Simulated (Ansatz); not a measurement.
# Co: the change of energy less free atoms and pressure with volume per atom

Periodic Kohn-Sham DFT of a crystal at fixed atoms; pressure and stress are positive in compression; the energy is the free energy less that of spherical unpolarised free atoms; site moments are those in the method's own spheres, positive along +z. The results are calculated, by Ansatz 0.2.0.

Cell of the first row (space group P6_3/mmc, No. 194):
```
cell vectors (Å)
   2.4680     0.0000     0.0000
  -1.2340     2.1374     0.0000
   0.0000     0.0000     4.0082
atoms (fractions of the cell vectors)
Co  0.33333  0.66667  0.25000
Co  0.66667  0.33333  0.75000
```

Settings of every row: method all-electron LAPW; functional PBE; relativity scalar; k mesh 19x19x10; filling fermi-dirac; smearing width 0.08 eV; basis error target 1 meV/atom; nucleus gaussian.

Atom:
| element | start moment (bohr magneton) |
| --- | --- |
| Co | 2 |
| Co | 2 |

| row | volume per atom (Å³) | energy less free atoms (eV/atom) | pressure (GPa) | cell moment (bohr magneton) |
| --- | --- | --- | --- | --- |
| 1 | 10.572 | -8.2953 | 6.084 | 3.181 |
| 2 | 11.016 | -8.2993 | -2.864 | 3.255 |
| 3 | 11.241 | -8.2925 | -6.666 | 3.288 |
| 4 | 11.465 | -8.2808 | -10.051 | 3.319 |
| 5 | 11.915 | ? | ? | ? |

Question: what energy less free atoms and pressure should row 5 give?

Worked fit of energy less free atoms. Take u = (V_r/V)^(2/3) − 1 with V_r = 11.128 Å³ an atom, which is twice the finite (Eulerian) strain; such expansions in the strain, on which the Birch-Murnaghan equation of state is built, carry the rest volume and the bulk modulus. The shown rows have u = 0.03476, 0.00677, -0.00671, -0.01969. Least squares give energy less free atoms = −8.29659 − 0.4992 × u + 15.427 × u² eV/atom; a straight line predicts inner rows, each left out in turn, worse (root mean square 0.007 against 9.8e-05 eV/atom). All shown rows lie on it to the printed digit. Its lowest point lies at u = 0.0162, or V = 10.86 Å³ an atom, and the curvature there gives the bulk modulus at fixed shape and fractions, B = (4/9)(1 + u)² E″(u)/V = 209 GPa. Letting shape and atoms relax would as a rule lower it, by much in layered, chain or molecular crystals. The withheld row has u = -0.04453, so the fit gives −8.29659 − 0.4992 × (-0.04453) + 15.427 × (-0.04453)² = -8.2438 eV/atom.

The calculation gave -8.2442 eV/atom. The fit lies 0.0004 eV/atom (0.73 % of the column's range) above it; its largest miss of a shown row is 0.0000 eV/atom. This row lies beyond the range of the fit.

Worked fit of pressure. Take u = (V_r/V)^(2/3) − 1 with V_r = 11.128 Å³ an atom, which is twice the finite (Eulerian) strain; such expansions in the strain, on which the Birch-Murnaghan equation of state is built, carry the rest volume and the bulk modulus. The shown rows have u = 0.03476, 0.00677, -0.00671, -0.01969. Least squares give pressure = −4.8144 + 283.045 × u + 876.34 × u² GPa; a straight line predicts inner rows, each left out in turn, worse (root mean square 0.4 against 0.017 GPa). The rows lie off it by 0.001, -0.006, 0.008, -0.003 (root mean square 0.0052 GPa). The pressure vanishes at u = 0.0162, or V = 10.86 Å³ an atom, and there the bulk modulus at fixed shape and fractions is B = −V dP/dV = (2/3)(1 + u) dP/du = 211 GPa. Letting shape and atoms relax would as a rule lower it, by much in layered, chain or molecular crystals. The withheld row has u = -0.04453, so the fit gives −4.8144 + 283.045 × (-0.04453) + 876.34 × (-0.04453)² = -15.681 GPa.

The calculation gave -15.754 GPa. The fit lies 0.073 GPa (0.33 % of the column's range) above it; its largest miss of a shown row is 0.008 GPa. This row lies beyond the range of the fit.

The other values of row 5: cell moment 3.371 bohr magneton.
